A short chain of three silicon atoms carries a methyl group at one end, a second methyl on the middle silicon and a CF₂CH₃ group at the other end. Turning about its single bonds gives several stable shapes, called conformers, which interconvert and share the molecules between them. The table lists five, with their energies above the lowest and their weights, that is, the percentage of molecules in each shape. The task is to get from energies to weights with pencil and paper, and to judge the result.

Five conformers of C[SiH2][Si@H](C)[SiH2]C(C)(F)F (heavy atoms numbered in this order), computed with PySCF 2.14.0 and tblite 0.8.0: CAM-B3LYP-D3(BJ)/6-31G(d) energies at GFN2-xTB geometries, no solvent. Free energies and Boltzmann weights at 298.15 K use GFN2-xTB quasi-harmonic terms. The torsions are C1-Si2-Si3-Si5, Si2-Si3-Si5-C6 and Si3-Si5-C6-F8.

```
number  torsions in degrees  GFN2-xTB energy above its lowest (kcal/mol)  DFT energy above the lowest (kcal/mol)  free energy above the lowest (kcal/mol)  weight (%)
     1         (-76,34,-59)                                        0.420                                   0.000                                    0.000       63.90
     2          (51,42,-61)                                        0.190                                   0.980                                    0.820       16.00
     3         (78,-36,-53)                                        0.000                                   0.960                                    0.970       12.40
     4        (-50,-43,-49)                                        0.120                                   1.650                                    1.440        5.60
     5       (-165,-31,-48)                                        0.440                                   2.220                                    2.010        2.20
```

(a) Find a rule that turns an energy gap into a population ratio by mental arithmetic at room temperature.

Solution. A molecule that moves to a higher conformer takes the energy from its surroundings. The surroundings then have fewer ways to arrange what is left, and each equal portion of energy cuts that number by the same factor. The population therefore falls by a constant factor for each equal step in energy. This is Boltzmann's law:

p / p₁ = exp(−ΔG / RT)

Here p is the population of a conformer, p₁ that of the lowest one, ΔG the difference in free energy between them (the energy gap, corrected for the motion of the atoms in each shape), R the gas constant and T the absolute temperature. At 298 K, RT is 0.59 kcal/mol. The population halves when ΔG equals RT ln 2, which is 0.41 kcal/mol, or 0.4 for use in the head:

p / p₁ ≈ 2^(−ΔG / 0.4), with ΔG in kcal/mol

Air at a uniform temperature behaves in the same way: its density halves with roughly every five or six kilometres of height. Energy plays the part of height. Conformers can also differ in more than energy, as part (b) shows.

(b) Often only the electronic energy is at hand, not the free energy. Put the DFT energy above the lowest in place of ΔG, estimate the weights of rows 3 and 5, and compare them with the table.

Solution. Row 3 lies 0.96 kcal/mol up, which makes 2.4 halvings. Two halvings leave a quarter, and the remaining 0.4 of a halving multiplies this by 0.76:

p₃ / p₁ ≈ 0.25 × 0.76 = 0.19

Row 5 lies 2.22 kcal/mol up, or about five and a half halvings. Five of them leave 1/32, and the last half-step multiplies this by about 0.7:

p₅ / p₁ ≈ 0.7 / 32 ≈ 0.022

A weight is a ratio divided by the sum of all ratios, with the lowest conformer counted as 1. Rows 2 and 4 are treated in the same way and give 0.18 and 0.06:

sum ≈ 1 + 0.18 + 0.19 + 0.06 + 0.02 = 1.45
weight of row 3 ≈ 0.19 / 1.45 ≈ 13 %
weight of row 5 ≈ 0.022 / 1.45 ≈ 1.5 %

The table has 12.4 % and 2.2 %. The first estimate is good; the second is about a third too low, though it rightly marks row 5 as a minor shape. The halving step comes from the gas constant and the temperature, so neither row helped to set it.

The difference between the two rows lies mainly in the thermal terms, here taken from GFN2-xTB, which turn an energy into a free energy. They contain zero-point vibration, heat content and entropy; a shape with softer vibrations has more levels within thermal reach and gains population. In the air picture, such a shape is a wider ledge at the same height. Relative to row 1, these terms leave row 3 almost where it was but lower row 5 by 0.21 kcal/mol, about half a halving. Which of the three contributions leads here is untested.

Rows 2 and 4 are lowered in much the same way, so the rule gives them too little and row 1 too much. Row 1 comes out at 69 % instead of 64 %, the largest miss in percentage points; about one of these five points is due to shortening the step to 0.4. With free energies as input, the rule matches all five weights to within one percentage point. That agreement tests only the arithmetic, because the printed weights were made from the free energies by the same law. The output printed after this text gives the estimates for every row.

(c) Repeat the estimate with the GFN2-xTB energies. What limits the rule in practice?

Solution. GFN2-xTB places all five conformers within 0.44 kcal/mol, hardly more than one halving, so the rule spreads the molecules widely. Row 1 now receives 14 % and row 3 becomes the most populated. The arithmetic is the same as before; only the energies have changed. Measured from row 1, DFT puts the other four conformers 1.2 to 2.2 kcal/mol higher than GFN2-xTB does, which amounts to between three and more than five halvings.

The quality of the gaps therefore matters far more than the care taken with the exponent. An error of 0.05 kcal/mol changes a population ratio by 9 %, but an error of 1 kcal/mol changes it by a factor of five. The table's weights rest on the DFT energies, so the comparison shows how far the two levels disagree, not that DFT is right. Its energies were computed at GFN2-xTB geometries with a small basis set, which can favour compact shapes.

A second limit is the list of conformers itself. The search found more shapes than the five that were kept, and one of those left out could lie low in DFT energy. Suppose that a sixth had the same free energy as row 1: the weight of row 1 would drop from 64 % to 39 %. At 1 kcal/mol higher, the newcomer would still bring it down to 57 %. The ratios among the five listed shapes would not change, so a ratio is safer to quote than a percentage.

For another molecule, the rule needs its own gaps, the right temperature and a correct count. The halving step grows in proportion to the absolute temperature and reaches 0.48 kcal/mol at 350 K, so warming evens out the populations as long as the free-energy gaps stay about the same. Where turning about single bonds can turn a shape into its mirror image, the two have equal energy and both must be counted. Here the middle silicon carries four different neighbours and keeps its handedness, so each row counts once. Several higher conformers can also matter together: three of them, each 1 kcal/mol up, hold about half as many molecules as the lowest one alone.

Printed output of the fit:

```
RT at 298.15 K in kcal/mol: 0.5925
gap that halves a population at 298.15 K in kcal/mol: 0.4107
gap that halves a population at 350 K in kcal/mol: 0.4821
gap that costs a factor of ten at 298.15 K in kcal/mol: 1.364
Population relative to row 1 from DFT energies:
  row  halvings  rule ratio  table ratio  table over rule  thermal term in kcal/mol
    1         0           1            1                1                         0
    2      2.45       0.183       0.2504            1.368                     -0.16
    3       2.4      0.1895       0.1941            1.024                      0.01
    4     4.125     0.05731      0.08764            1.529                     -0.21
    5      5.55     0.02134      0.03443            1.613                     -0.21
sum of the rule ratios over the five rows: 1.451
Weights in percent by the rule:
  row  from DFT energy  from free energy  from GFN2-xTB energy  table weight
    1            68.91              64.9                 13.87          63.9
    2            12.61             15.67                 20.67            16
    3            13.06             12.08                 28.73          12.4
    4             3.95             5.352                 23.33           5.6
    5            1.471             1.993                  13.4           2.2
largest miss of the rule with DFT energies in percentage points: 5.012
mean size of miss with DFT energies in percentage points: 2.287
largest miss with DFT energies and the unrounded step in percentage points: 3.922
largest miss with free energies and the rounded step in percentage points: 0.9981
largest miss with GFN2-xTB energies in percentage points: 50.03
Gap to row 1 in kcal/mol:
  row   DFT  GFN2-xTB  DFT less GFN2-xTB
    1     0         0                  0
    2  0.98     -0.23               1.21
    3  0.96     -0.42               1.38
    4  1.65      -0.3               1.95
    5  2.22      0.02                2.2
factor in a population ratio from an energy error of 0.05 kcal/mol: 1.088
factor in a population ratio from an energy error of 1 kcal/mol: 5.408
weight of row 1 in percent if a sixth conformer had the same free energy: 38.99
weight of row 1 in percent if a sixth conformer lay 1 kcal/mol higher: 57.15
```
